## Bond order and the choice of functional

Changing the functional from PBEsol to BLYP lengthens the bond of I₂ by 0.070 Å and that of N₂ by only 0.001 Å. The same change in the description of the electrons thus has very different effects on two molecules. O₂ and F₂ lie between N₂ and the heavier halogens in character: O₂ has a double bond, and F₂ has a single bond between small atoms. The question is how long their bonds are, and how far each functional moves them.

Homonuclear diatomic molecules, relaxed in a fixed periodic box of 12.0 × 12.3 × 12.6 Å. Ansatz 0.2.0, DFT with plane waves (cutoff 420 eV), scalar-relativistic PAW datasets made for PBE, a single k-point and Fermi-Dirac smearing of 0.01 eV. The bond lengths include no zero-point motion and no dispersion term.

```
element   Z  spin polarised  bond length, PBEsol (Å)  bond length, revPBE (Å)  bond length, BLYP (Å)
      H   1              no                    0.758                    0.748                  0.746
      N   7              no                    1.100                    1.105                  1.101
      O   8             yes                        ?                        ?                      ?
      F   9              no                        ?                        ?                      ?
     Cl  17              no                    1.989                    2.011                  2.038
      I  53              no                    2.659                    2.695                  2.729
```

### Why a soft bond responds more

PBEsol, revPBE and BLYP all correct the exchange energy for the gradient of the electron density. The correction in revPBE and BLYP is stronger than in PBEsol. Stretching a molecule exposes more thin, rapidly varying density between and around the atoms, and a stronger correction lowers the energy of such regions more. Theory therefore leads us to expect an outward pull on most bonds when PBEsol is replaced. Both also differ from PBEsol in the correlation energy: revPBE has a stronger gradient term there, and BLYP uses a different formula. Neither pull is therefore due to exchange alone.

How far the atoms move depends on what resists the pull. Near its minimum a bond behaves like a spring with force constant k, so that

change in length = pull / k.

A stiff triple bond gives way little, and a soft single bond gives way more. The relation holds for small changes, whatever the origin of the pull.

The simplest trial assumption is that each functional exerts one common pull on every bond. Rough recalled force constants, based on measured vibrations, are 140 eV/Å² for N₂, 20 for Cl₂ and 11 for I₂. A least-squares fit to these three molecules gives pulls of about 0.4 eV/Å for revPBE and 0.8 eV/Å for BLYP, both relative to PBEsol. The analysis printed after the text shows that this describes the three better than an equal percentage stretch does.

H₂ was left out of the fit because its bond shortens, by about 0.01 Å under either functional. The local density approximation is known to make this bond too long, and gradient corrections shorten it. H₂ has no core electrons and a single electron pair, so it is a poor guide to the heavier molecules.

### From bond order to bond length

The pull gives only the change between functionals; the length itself needs a second argument. From N₂ to O₂ two electrons enter antibonding π* orbitals, and from O₂ to F₂ two more. The formal bond order falls from three to two to one. The atoms shrink along this series, which alone would shorten the bond, but the loss of bonding outweighs it. In F₂ the lone pairs of the two small atoms also repel each other at close range.

A weaker bond is usually both longer and softer. Badger's empirical rule puts this into numbers for molecules of one period: k is proportional to 1/(R − d)³, where R is the bond length and d a constant for that period. The rough recalled force constants are 73 eV/Å² for O₂ and 29 for F₂. They are properties of the very molecules to be predicted, so the rule links their stiffness to their length and does not derive the length from bond order alone.

F₂ under BLYP shows all the steps. With N₂ in PBEsol as the anchor and a rough recalled constant of 12 eV·Å,

R(PBEsol) = 1.100 + (12/29)^(1/3) − (12/140)^(1/3) = 1.100 + 0.745 − 0.441 = 1.404 Å.

The BLYP pull adds 0.82/29 = 0.028 Å, which gives 1.43 Å. F₂ took no part in the fit.

### Forecasts

| Molecule | PBEsol (Å) | revPBE (Å) | BLYP (Å) | Error bar (Å) |
|---|---|---|---|---|
| O₂ | 1.21 | 1.21 | 1.22 | ±0.03 |
| F₂ | 1.40 | 1.42 | 1.43 | ±0.05 |

The error bars on the lengths are a judgement. Pauling's bond-order rule, which treats the atoms as equally large, gives 1.225 Å for O₂ and 1.439 Å for F₂ in PBEsol. The gap between the two rules was taken as a guide and widened. The forecast for O₂ assumes its triplet ground state, with two parallel spins; all three runs ended with the matching moment of 2 Bohr magnetons.

The shifts from PBEsol are a sharper test than the lengths:

- **O₂:** about +0.006 Å under revPBE and +0.011 Å under BLYP, each ±0.01 Å.
- **F₂:** about +0.014 Å and +0.028 Å, each ±0.02 Å.

These bars come from the worst misfit in pull among the fitted molecules, that of N₂ under BLYP. The expected order is PBEsol, revPBE, BLYP. For O₂ this order is uncertain, because N₂ breaks it.

### Computed values

The withheld rows as computed:

```
element  Z  spin polarised  bond length, PBEsol (Å)  bond length, revPBE (Å)  bond length, BLYP (Å)
      O  8             yes                    1.210                    1.223                  1.225
      F  9              no                    1.398                    1.422                  1.430
```

All six lengths fall within their error bars. In PBEsol, Badger's rule misses O₂ by 0.003 Å and F₂ by 0.006 Å. Pauling's rule comes out too long for both, by 0.041 Å in F₂. A likely reason is that it ignores the shrinking of the atoms, which the measured force constants take into account indirectly.

Badger's rule with these constants does not carry over to another period. Applied to Cl₂ with the same anchor, it gives 1.50 Å, about half an ångström below the computed PBEsol length. Cl₂ and F₂ are both single bonds, but chlorine has an additional filled shell that keeps the atoms apart. Among N₂, O₂ and F₂ the lengths follow the bond order, while the larger core of chlorine sets a longer scale.

The four shifts also lie within their bars, but every one of them was forecast too small. The worst relative miss is O₂ under revPBE, which lengthens by 0.013 Å, more than twice the forecast. The expected order of the functionals holds for both molecules. In O₂, however, revPBE and BLYP differ by only 0.002 Å, too little to interpret without a test of the plane-wave cutoff.

### Where the common pull fails

Multiplying each computed shift by its force constant gives the pull on that bond. For revPBE it is 0.7 to 0.9 eV/Å in N₂, O₂ and F₂, but only about 0.4 eV/Å in Cl₂ and I₂. The pull is therefore not common to all bonds. The fit took its value mainly from Cl₂ and I₂, because soft bonds have the largest shifts and so the most weight, and this made the revPBE forecasts too small.

Why the revPBE pull is stronger in the second period is not settled by these numbers. One possibility is that the density of small atoms changes over shorter distances, so that each step of stretching alters its gradients more. Under BLYP the picture is less regular: the pull on N₂ is far weaker than on the other four molecules that lengthen. This matters for the contrast at the start. The force constants alone would make the BLYP shift of I₂ about 13 times that of N₂. The computed contrast is much larger, because N₂ is not only stiff but also weakly pulled. The form of the correlation energy in BLYP may play a part, but the calculation does not separate it from exchange.

The equal-percentage rule, which did worse on the fitted molecules, came closer for three of the four new shifts. It fails clearly for O₂ under BLYP, where it predicts nearly twice the computed stretch. It also misses the step from O₂ to F₂: the bond grows by less than a fifth, while the shift roughly doubles under either functional. Softness explains that step in the right direction and roughly the right size, although the force constants alone would make the ratio 2.5.

For anyone who takes bond lengths from such calculations, the stiffness of a bond is a first guide to how much the functional matters. A pull of 0.4 to 1.1 eV/Å, divided by the force constant, covers the molecules that lengthen here, except N₂ under BLYP. H₂ moves the other way. All three functionals used atomic datasets made for PBE, so differences of a few thousandths of an ångström may partly reflect that choice. This applies to both shifts of N₂ and to the pulls derived from them. I₂ was computed without spin-orbit coupling, which is expected to affect its length more than its shifts. Its PBEsol run, the reference for both of its shifts, carries a warning of a rough exchange-correlation potential in thin density.

Output of the analysis:

```
fit of drev on 3 rows (Z > 1): coefficient of soft 0.4076 +/- 0.019; rms 0.00164, worst N -0.00209, leave-one-out rms 0.0031
  rows outside the fit (model, value, miss): H 0.01132, -0.01, 0.0213; O 0.005584, 0.013, -0.00742; F 0.01406, 0.024, -0.00994
fit of dblyp on 3 rows (Z > 1): coefficient of soft 0.8156 +/- 0.071; rms 0.006, worst Cl -0.00822, leave-one-out rms 0.0122
  rows outside the fit (model, value, miss): H 0.02265, -0.012, 0.0347; O 0.01117, 0.015, -0.00383; F 0.02812, 0.032, -0.00388
Lengths in A (Badger and Pauling columns meant for N O F only; miss is forecast less computed):
  row  Badger PBEsol  miss PBEsol  Pauling PBEsol  forecast revPBE  miss revPBE  forecast BLYP  miss BLYP
    H          1.352       0.5945           1.439           0.7693      0.02132         0.7807    0.03465
    N            1.1            0             1.1            1.103    -0.002089          1.106   0.004825
    O          1.207    -0.003114           1.225            1.212     -0.01053          1.218  -0.006942
    F          1.404     0.006269           1.439            1.418    -0.003676          1.432   0.002392
   Cl          1.503      -0.4865           1.439            2.009     -0.00162           2.03  -0.008222
    I          1.689      -0.9705           1.439            2.696     0.001055          2.733   0.004143
Shifts from PBEsol in A and pulls in eV/A:
  row  revPBE shift  BLYP shift  revPBE pull  BLYP pull  equal-percentage revPBE shift  equal-percentage BLYP shift
    H         -0.01      -0.012        -0.36     -0.432                       0.008981                      0.01764
    N         0.005       0.001          0.7       0.14                        0.01303                      0.02559
    O         0.013       0.015        0.949      1.095                         0.0143                      0.02808
    F         0.024       0.032        0.696      0.928                        0.01664                      0.03267
   Cl         0.022       0.049         0.44       0.98                        0.02357                      0.04628
    I         0.036        0.07        0.396       0.77                         0.0315                      0.06186
rms miss of equal-percentage rule for revPBE shift, A: 0.005391
rms miss of equal-percentage rule for BLYP shift, A: 0.01504
error bar of forecast shift for O2, A: 0.009254
error bar of forecast shift for F2, A: 0.0233
```
